Bulk modulus and its stiffening: titanium nitride

In a rocksalt crystal the volume per atom is the cube of the shortest distance d between unlike neighbours. A change of 1 % in volume is therefore a change of only a third of a percent in bond length. In titanium nitride that small change costs nearly 3 GPa. A second number is worth keeping beside it: each GPa of applied pressure makes the crystal stiffer by about 4 GPa. The first number measures how stiff the Ti–N contacts are, the second mainly how quickly they stiffen when shortened.

Rocksalt TiN (space group Fm-3m) at a series of fixed volumes, computed with Ansatz 0.2.0 using DFT with the PBE functional, all-electron PAW and scalar relativity, without spin polarisation. The k mesh is 13×13×13, with Fermi-Dirac smearing of 0.05 eV. Pressure is positive in compression.

```
volume (Å³/atom)  shortest distance (Å)  pressure (GPa)
           8.982                  2.079          20.270
           8.987                  2.079          20.081
           9.173                  2.093          12.995
           9.364                  2.108           6.449
           9.460                  2.115           3.425
           9.555                  2.122           0.552
           9.651                  2.129          -2.171
           9.746                  2.136          -4.755
           9.937                  2.150          -9.532
          10.128                  2.164         -13.834
```

Positive pressure means that the cell is squeezed, negative pressure that it is held stretched. The balance, where the pressure vanishes, lies at 9.574 Å³ per atom by interpolation. Start from the row at 9.555, close to this point, and change the volume by 6 % either way. Compression to 8.982 raises the pressure by 19.7 GPa, while expansion to 10.128 lowers it by only 14.4 GPa. This lopsidedness is what has to be explained.

From pressure to force per contact

Each formula unit TiN fills a volume 2d³ and has six Ti–N contacts. Let the whole energy be booked on these contacts, φ(d) for each, and let f = −dφ/dd be the force with which a contact pushes outwards. The pressure P is then

P = −d(6φ)/d(2d³) = f/d²

The simplest contact is a linear spring of stiffness k and natural length d₀, with f = k(d₀ − d). Even this spring gives a curved pressure, because on compression the same force acts on a smaller area d². The bulk modulus, defined by B = −V dP/dV with V the volume, becomes −(d/3) dP/dd, which equals k/(3d₀) at balance. Differentiating once more shows that B rises there by exactly 1 GPa per GPa of pressure. With a spring linear in d as the yardstick, geometry thus supplies about a quarter of the rise in B that the table shows; a yardstick built on another measure of strain would divide the rise differently. Of the lopsidedness itself the spring gives a larger share: fitted to the rows near balance, it accounts for about 2 of the 5.3 GPa by which compression outdoes expansion.

The rest must come from contacts that do not keep a constant stiffness. Between the compressed rows 8.987 and 9.173 the stiffness per contact is 13.1 eV/Å², and between the two most stretched rows it is 9.4 eV/Å². It falls at every step of expansion, by 28 % in all between these two intervals. The bulk modulus falls by 35 % over the same range, so most of its decline remains after the geometry has been taken out.

Why a shortened contact stiffens

Standard theory of bonding gives the reason. Two opposing forces cancel at balance: an attraction, which comes from bonding between nitrogen p and titanium d states and from electrostatics, and a repulsion between overlapping filled shells. The Pauli principle forces electrons in the overlap region into states of higher kinetic energy, and this cost grows more steeply with overlap than the attraction does. Shortening the contact therefore brings in more and more of the steep force, while stretching it leaves the gentler one in charge. The pressures fit this picture, but they do not separate the two forces. The band widths of the same runs point the same way without proving it: from the row at 9.746 to the row at 9.173 the filled titanium 3p bands widen by a quarter, from 0.59 to 0.74 eV, and the mainly nitrogen 2p bands by only 5 %, from 5.86 to 6.15 eV.

A contact of the Morse type puts the idea into a formula, with a repulsion that decays twice as fast as the attraction:

f = (k/a) [exp(2a(d₀ − d)) − exp(a(d₀ − d))]

Here a sets how fast the forces decay with distance. At balance the bulk modulus now rises by 1 + a·d₀ per GPa, where the 1 is the geometry and a·d₀ the stiffening. With a = 1.54 per Å and d₀ = 2.123 Å this gives 4.3. The ratio of two to one is an assumption: for two exponentials with decay rates p and q the rise is 1 + (p + q)·d₀/3, so the bending fixes only their sum. The rise per GPa is thus set by the bond length measured against the combined range of the forces, whereas the bulk modulus itself, k/(3d₀), depends on the stiffness and the bond length. A neighbouring compound with stiffer bonds, but with a similar bond length and range of forces, should have a steeper pressure curve with much the same relative bending.

The most compressed row worked through

The constants come from the five rows between 9.364 and 9.746, so the row at 8.982 tests them outside the fit. Its contact length is the cube root of its volume, 2.0787 Å, against 2.1234 Å at balance, a shortening of 0.0447 Å. The bulk modulus at balance, 277 GPa, fixes the stiffness:

k = 3 × 277.2 GPa × 2.123 Å ≈ 1765 GPa·Å

The spring alone would give

P = 1765 × 0.0447 / 2.0787² ≈ 18.3 GPa

To first order, the stiffening multiplies this by

1 + (3/2) × 1.54 × 0.0447 ≈ 1.10

The result is about 20 GPa, and the table has 20.3 GPa. At 10.128 the contact is longer than at balance, so the same correction changes sign and weakens the pull. One mechanism therefore raises the compressed end of the curve and flattens the stretched end.

How far the model can be trusted

With its full exponentials, the Morse-type contact meets all five rows outside the fit to within 0.01 GPa. A linear spring fitted to the same five rows gives too low a pressure at both ends, by 9 % of the computed value at 8.982 and 10 % at 10.128. The printed analysis after the text lists both fits. The plane-wave cutoff is not the same in all rows: 420 eV for the two most compressed, 400 eV from 9.173 to 9.555 and 380 eV beyond. Across these changes the work done by the pressure still matches the free-energy differences to within 0.0003 eV per cell. The success shows that one stiffness and one measure of bending describe this range of volumes. It does not single out the Morse form, since another smooth law with the same bending should do nearly as well.

The contact is also an effective one. Uniform scaling changes all distances together, so Ti–Ti and N–N interactions and the metallic electrons are all booked on the Ti–N pair. For this reason k and a should not be read as properties of an isolated Ti–N bond.

Rows that look irregular

The first two rows differ by only 0.19 GPa, which looks like a plateau beside the 7 GPa drop that follows. Their volumes, however, differ by only about 0.05 %, and at a bulk modulus near 350 GPa that is worth just 0.2 GPa. The other pressure steps are uneven mainly for the same reason: the volume changes by about 1 % per row near balance and by about 2 % further out. The softening on expansion adds to this, so that equal relative steps in volume are worth less pressure at the stretched end. Once each step is divided by its relative change in volume, the bulk modulus falls at every step through the whole table.

Using the numbers

For small loads a constant bulk modulus is good enough. Its error grows by roughly 2 % of the pressure for each percent of volume change: at 8.982 it gives 277 × ln(9.574/8.982) ≈ 17.7 GPa, about 13 % too low. The values hold for a perfect crystal with its atoms at rest, in one density functional. The smearing of 0.05 eV already puts a little electronic heat into the pressures. Zero-point motion and thermal vibration of the atoms, which are left out, would push the balance to a somewhat larger volume.

The analysis program printed:

```
Slopes from the row before to this row:
     row  'mid pressure GPa'  'bulk modulus GPa'  'force per contact eV/A'  'contact stiffness eV/A2'
   8.982                 n/a                 n/a                    0.5467                        n/a
   8.987               20.18               355.6                    0.5418                      13.32
   9.173               16.54               345.3                    0.3554                      13.06
   9.364               9.722               317.5                    0.1788                      12.23
    9.46               4.937               297.8                   0.09562                      11.65
   9.555               1.988               285.9                   0.01551                      11.29
   9.651             -0.8095               273.7                  -0.06142                      10.91
   9.746              -3.463               262.3                   -0.1354                      10.57
   9.937              -7.143                 246                    -0.275                      10.06
  10.128              -11.68               225.9                   -0.4042                      9.436
Contact length at zero pressure, interpolated, A: 2.123
Volume at zero pressure, interpolated, A^3 per atom: 9.574
Pressure rise from the 9.555 row on 6 percent compression, GPa: 19.72
Pressure fall from the 9.555 row on 6 percent expansion, GPa: 14.39
Fall of bulk modulus from interval 8.987-9.173 to 9.937-10.128, percent: 34.59
Fall of contact stiffness between the same intervals, percent: 27.74
Mean rise of bulk modulus per GPa of pressure, same intervals: 4.232
fit of pressure on 5 rows (abs(pressure) < 7): coefficient of w 11.02 +/- 0.22, coefficient of w*u -1780 +/- 20; rms 0.0762, worst 9.555 0.092, leave-one-out rms 0.158
  rows outside the fit (model, value, miss): 8.982 18.51, 20.27, -1.76; 8.987 18.36, 20.08, -1.72; 9.173 12.31, 12.99, -0.685; 9.937 -10.13, -9.532, -0.593; 10.128 -15.2, -13.83, -1.37
fit of pressure on 5 rows (abs(pressure) < 7): coefficient of w*exp(-2*s*u) 1167 +/- 0.16, coefficient of w*exp(-s*u) -1156 +/- 0.16, s 1.542; rms 0.000755, worst 9.46 -0.00137, leave-one-out rms 0.00258
  rows outside the fit (model, value, miss): 8.982 20.28, 20.27, 0.00592; 8.987 20.08, 20.08, 0.00364; 9.173 13, 12.99, 0.00492; 9.937 -9.531, -9.532, 0.000856; 10.128 -13.83, -13.83, 0.00719
Bulk modulus at zero pressure from the Morse-type contact, GPa: 277.2
Rise of bulk modulus per GPa at zero pressure, Morse-type contact (linear spring gives 1): 4.274
```
